**Relativistic, nuclear-size and eigenvalue steps in the ionisation energy of rubidium**

The table holds the ionisation energy, 5s eigenvalue and 5s mean radius of Rb from a spherical, spin-unpolarised all-electron PBE atom at non-relativistic, scalar-relativistic and Dirac level, with point or Fermi nucleus and a scaled speed of light. The program prints the steps between settings and tests a quantum-defect model, $\mathrm{IE} = \mathrm{Ry}/\nu^2$ with the Dirac-Coulomb shift of $\nu$ and one offset constant fixed at factor 3, against a pure $1/c^2$ law and a shift linear in $(Z\alpha)^2$. Relativity raises the ionisation energy by 0.069 eV, which the model, anchored at factor 3, reproduces to 0.0001 eV while the pure $1/c^2$ law falls 0.0034 eV short. Scalar less Dirac is 0.00014 eV and the nuclear-size step is −0.00004 eV, of the size that a Fermi-Segrè estimate gives. The eigenvalue stays at 0.54 of the ionisation energy in all rows, and the −0.024 eV error against the NIST value includes the missing spin polarisation of the neutral atom.

All-electron PBE Kohn-Sham calculations with radks 1 (radial solver with Libxc) for the rubidium atom (Z = 37, [Kr] 5s1), with spherical densities and no spin polarisation. The ionisation energy is the total energy of Rb+ minus that of Rb. The Fermi nucleus has an rms radius of 4.2036 fm.

## Numerical check

```python
# Table: ionisation energy (total-energy difference), 5s eigenvalue and radius of Rb; radks, spherical
# spin-unpolarised PBE; non-, scalar-relativistic and Dirac. Tested: steps between settings, scaling of
# the relativistic gain with c (quantum-defect model), nuclear-size estimate, -eps versus IE.
T = {
    'relativity': ['non-relativistic', 'scalar-relativistic', 'scalar-relativistic', 'Dirac equation', 'Dirac equation', 'Dirac equation', 'Dirac equation', 'Dirac equation', 'Dirac equation'],
    'light_speed_factor': [1.0, 1.0, 1.0, 0.85, 1.0, 1.0, 1.0, 3.0, 10.0],
    'open_shell_rule': ['open shells spread evenly over spin and m', 'open shells spread evenly over spin and m', 'open shells spread evenly over spin and m', 'open shells shared between the two j in proportion to 2j+1', 'open shells shared between the two j in proportion to 2j+1', 'j = l − 1/2 subshells filled first', 'open shells shared between the two j in proportion to 2j+1', 'open shells shared between the two j in proportion to 2j+1', 'open shells shared between the two j in proportion to 2j+1'],
    'nucleus': ['point nucleus', 'point nucleus', 'Fermi nucleus', 'point nucleus', 'point nucleus', 'point nucleus', 'Fermi nucleus', 'point nucleus', 'point nucleus'],
    'ionisation_energy': [4.08407, 4.15353, 4.15349, 4.18227, 4.15339, 4.15339, 4.15335, 4.09139, 4.08473],  # eV
    'minus_highest_eigenvalue': [2.1999, 2.2315, 2.2315, 2.2446, 2.2314, 2.2314, 2.2314, 2.2032, 2.2002],  # eV
    'highest_level_mean_radius': [5.3309, 5.2463, 5.2463, 5.2126, 5.2467, 5.2467, 5.2467, 5.3218, 5.3301],  # bohr
    'highest_level': ['5s', '5s', '5s', '5s1/2', '5s1/2', '5s1/2', '5s1/2', '5s1/2', '5s1/2'],
    'nist': [4.1771281, 4.1771281, 4.1771281, None, 4.1771281, 4.1771281, 4.1771281, None, None],  # eV
    'nist_unc': [1.2e-06, 1.2e-06, 1.2e-06, None, 1.2e-06, 1.2e-06, 1.2e-06, None, None],  # eV
    'error': [-0.0931, -0.0236, -0.0236, None, -0.0237, -0.0237, -0.0238, None, None],  # eV
    'eig_over_ie': [0.539, 0.537, 0.537, 0.537, 0.537, 0.537, 0.537, 0.539, 0.539],
}
import numpy as np
from scipy.constants import physical_constants as pc, alpha, calorie, N_A, e
Ry = pc['Rydberg constant times hc in eV'][0]; Ha = 2*Ry; a0 = pc['Bohr radius'][0]
cm = pc['electron volt-inverse meter relationship'][0]/100; Z = 37
IE = np.array(T['ionisation_energy'], float); ep = np.array(T['minus_highest_eigenvalue'], float)
r = np.array(T['highest_level_mean_radius'], float); F = np.array(T['light_speed_factor'], float)
def row(rel, f, nuc, rule='open'):
    return [i for i in range(len(IE)) if T['relativity'][i].startswith(rel) and abs(F[i]-f) < 1e-9
            and T['nucleus'][i].startswith(nuc) and T['open_shell_rule'][i].startswith(rule)][0]
nr, sp, sf = row('non', 1, 'point'), row('scalar', 1, 'point'), row('scalar', 1, 'Fermi')
dp, df, dj = row('Dirac', 1, 'point'), row('Dirac', 1, 'Fermi'), row('Dirac', 1, 'point', 'j')
kc = 1000*calorie/N_A/e; ref = T['nist'][nr]; unc = T['nist_unc'][nr]
print(f"1 kcal/mol = {kc:.4f} eV; NIST unc {unc:.1e} eV; rounding floor of IE differences 1e-5 eV")
for n, a, b in [('Dirac-nonrel', dp, nr), ('scalar-nonrel', sp, nr), ('scalar-Dirac', sp, dp),
                ('Fermi-point scalar', sf, sp), ('Fermi-point Dirac', df, dp), ('rule change', dj, dp)]:
    d = IE[a]-IE[b]
    print(f"step {n}: {d:+.5f} eV = {d*cm:+.1f} cm-1 = {d/kc:+.3f} kcal/mol, {abs(d)/unc:.0f} x unc")
for n, a in [('nonrel', nr), ('scalar', sp), ('Dirac', dp)]:
    d = IE[a]-ref
    print(f"error {n}: {d:+.4f} eV ({100*d/ref:+.2f} %, {d*cm:+.0f} cm-1); -eps less NIST {ep[a]-ref:+.3f} eV")
err = abs(IE[dp]-ref)
print(f"|Dirac error| / scalar-Dirac = {err/abs(IE[sp]-IE[dp]):.0f}; / nucleus step = {err/abs(IE[df]-IE[dp]):.0f}")
fs = np.array([10, 3, 1, 0.85]); ix = [row('Dirac', f, 'point') for f in fs]
g = IE[ix]-IE[nr]; x = (Z*alpha/fs)**2; nu0 = np.sqrt(Ry/IE[nr]); dnu = nu0-np.sqrt(Ry/IE[ix])
bare = 1-np.sqrt(1-x); C = (bare-dnu)/(x/2)
print(f"Z alpha = {Z*alpha:.4f}, x(f=1) = {x[2]:.4f}, nu0 = {nu0:.4f}, 1-sqrt(1-x) = {bare[2]:.4f}")
for k in range(4):
    fl = 1e-5*nu0/(2*IE[nr])/(x[k]/2)
    print(f"f={fs[k]}: gain {g[k]:.5f} eV, gain*f^2 {g[k]*fs[k]**2:.4f}, dnu {dnu[k]:.5f}, C {C[k]:.4f} +-{fl:.4f}")
p = np.polyfit(np.log(fs), np.log(g), 1)[0]
print(f"log-log exponent of gain in f: {p:.3f}")
A = np.c_[fs**-2, fs**-4]; ab = np.linalg.lstsq(A, g, rcond=None)[0]
print(f"a/f^2+b/f^4: a {ab[0]:.4f}, b {ab[1]:.4f} eV, b/gain(1) {100*ab[1]/g[2]:.1f} %, max res {abs(A@ab-g).max():.5f} eV")
print(f"bare estimate (C=0) gain at f=1: {Ry/(nu0-bare[2])**2-IE[nr]:.3f} eV; dnu/bare {dnu[2]/bare[2]:.2f}")
M = {'pure 1/c^2': g[1]*x/x[1], 'nu linear in x': Ry/(nu0-dnu[1]*x/x[1])**2-IE[nr],
     'nu Dirac + C': Ry/(nu0-bare+C[1]*x/2)**2-IE[nr]}
print(f"anchored at f=3; model less table (eV) for f=10,3,1,0.85; floor at f=1 about {9e-5+1e-5:.4f}")
for n, m in M.items():
    print(f"  {n}: " + ", ".join(f"{v:+.5f}" for v in m-g))
# further output of the same runs: nuclear rms radius 4.2036 fm; F0(5s,5s) 4.61 eV at factor 10
R = 4.2036e-15/a0; F0 = 4.61; nu1 = np.sqrt(Ry/IE[dp])
fn = 2/3*Z**2*R**2/nu1**3*Ha; enh = (2*Z*R)**(-2*bare[2])
print(f"nuclear size estimate: -{fn:.1e} eV; x enhancement {enh:.2f}: -{fn*enh:.1e} eV; table {IE[df]-IE[dp]:.0e}")
print(f"Dirac vs nonrel: IE {100*g[2]/IE[nr]:+.2f} %, radius {r[dp]-r[nr]:+.4f} bohr ({100*(r[dp]/r[nr]-1):+.2f} %)")
q = r*IE
print(f"<r>*IE: {q.min():.3f} to {q.max():.3f} eV bohr; hydrogenic s 1.5 Ry = {1.5*Ry:.2f}")
ra = ep/IE
print(f"-eps/IE: {ra.min():.4f} to {ra.max():.4f}; IE+eps: {(IE-ep).min():.3f} to {(IE-ep).max():.3f} eV")
print(f"relativistic gain of -eps {ep[dp]-ep[nr]:.4f} eV = {(ep[dp]-ep[nr])/g[2]:.2f} of the IE gain")
h = IE[ix[0]]-ep[ix[0]]
print(f"f=10: IE+eps {h:.2f} eV, linear slope {2*h:.2f} eV, F0/2 {F0/2:.2f} eV, ratio {2*h/F0:.2f}")
ls = [0, 0, 1, 0, 1, 2, 0, 1, 0]; nd = sum(1+(l > 0) for l in ls)
print(f"radial shells in Rb: scalar {len(ls)}, Dirac {nd}, ratio {nd/len(ls):.2f}")
assert -2.15 < p < -1.9
assert IE[dj] == IE[dp] and IE[df] < IE[dp] < IE[sp] < ref
assert ra.max()-ra.min() < 0.005 and ra.max() < 0.6
assert abs(M['nu Dirac + C']-g).max() < abs(M['pure 1/c^2']-g).max()
```

Running it gives:

```
1 kcal/mol = 0.0434 eV; NIST unc 1.2e-06 eV; rounding floor of IE differences 1e-5 eV
step Dirac-nonrel: +0.06932 eV = +559.1 cm-1 = +1.599 kcal/mol, 57767 x unc
step scalar-nonrel: +0.06946 eV = +560.2 cm-1 = +1.602 kcal/mol, 57883 x unc
step scalar-Dirac: +0.00014 eV = +1.1 cm-1 = +0.003 kcal/mol, 117 x unc
step Fermi-point scalar: -0.00004 eV = -0.3 cm-1 = -0.001 kcal/mol, 33 x unc
step Fermi-point Dirac: -0.00004 eV = -0.3 cm-1 = -0.001 kcal/mol, 33 x unc
step rule change: +0.00000 eV = +0.0 cm-1 = +0.000 kcal/mol, 0 x unc
error nonrel: -0.0931 eV (-2.23 %, -751 cm-1); -eps less NIST -1.977 eV
error scalar: -0.0236 eV (-0.56 %, -190 cm-1); -eps less NIST -1.946 eV
error Dirac: -0.0237 eV (-0.57 %, -191 cm-1); -eps less NIST -1.946 eV
|Dirac error| / scalar-Dirac = 170; / nucleus step = 593
Z alpha = 0.2700, x(f=1) = 0.0729, nu0 = 1.8252, 1-sqrt(1-x) = 0.0371
f=10.0: gain 0.00066 eV, gain*f^2 0.0660, dnu 0.00015, C 0.5956 +-0.0061
f=3.0: gain 0.00732 eV, gain*f^2 0.0659, dnu 0.00163, C 0.5987 +-0.0006
f=1.0: gain 0.06932 eV, gain*f^2 0.0693, dnu 0.01530, C 0.5993 +-0.0001
f=0.85: gain 0.09820 eV, gain*f^2 0.0709, dnu 0.02156, C 0.5993 +-0.0000
log-log exponent of gain in f: -2.028
a/f^2+b/f^4: a 0.0651, b 0.0042 eV, b/gain(1) 6.1 %, max res 0.00003 eV
bare estimate (C=0) gain at f=1: 0.171 eV; dnu/bare 0.41
anchored at f=3; model less table (eV) for f=10,3,1,0.85; floor at f=1 about 0.0001
  pure 1/c^2: -0.00000, +0.00000, -0.00344, -0.00702
  nu linear in x: -0.00000, +0.00000, -0.00272, -0.00559
  nu Dirac + C: -0.00001, +0.00000, +0.00010, +0.00015
nuclear size estimate: -2.6e-05 eV; x enhancement 1.46: -3.9e-05 eV; table -4e-05
Dirac vs nonrel: IE +1.70 %, radius -0.0842 bohr (-1.58 %)
<r>*IE: 21.772 to 21.801 eV bohr; hydrogenic s 1.5 Ry = 20.41
-eps/IE: 0.5367 to 0.5387; IE+eps: 1.884 to 1.938 eV
relativistic gain of -eps 0.0315 eV = 0.45 of the IE gain
f=10: IE+eps 1.88 eV, linear slope 3.77 eV, F0/2 2.31 eV, ratio 0.82
radial shells in Rb: scalar 9, Dirac 13, ratio 1.44
```
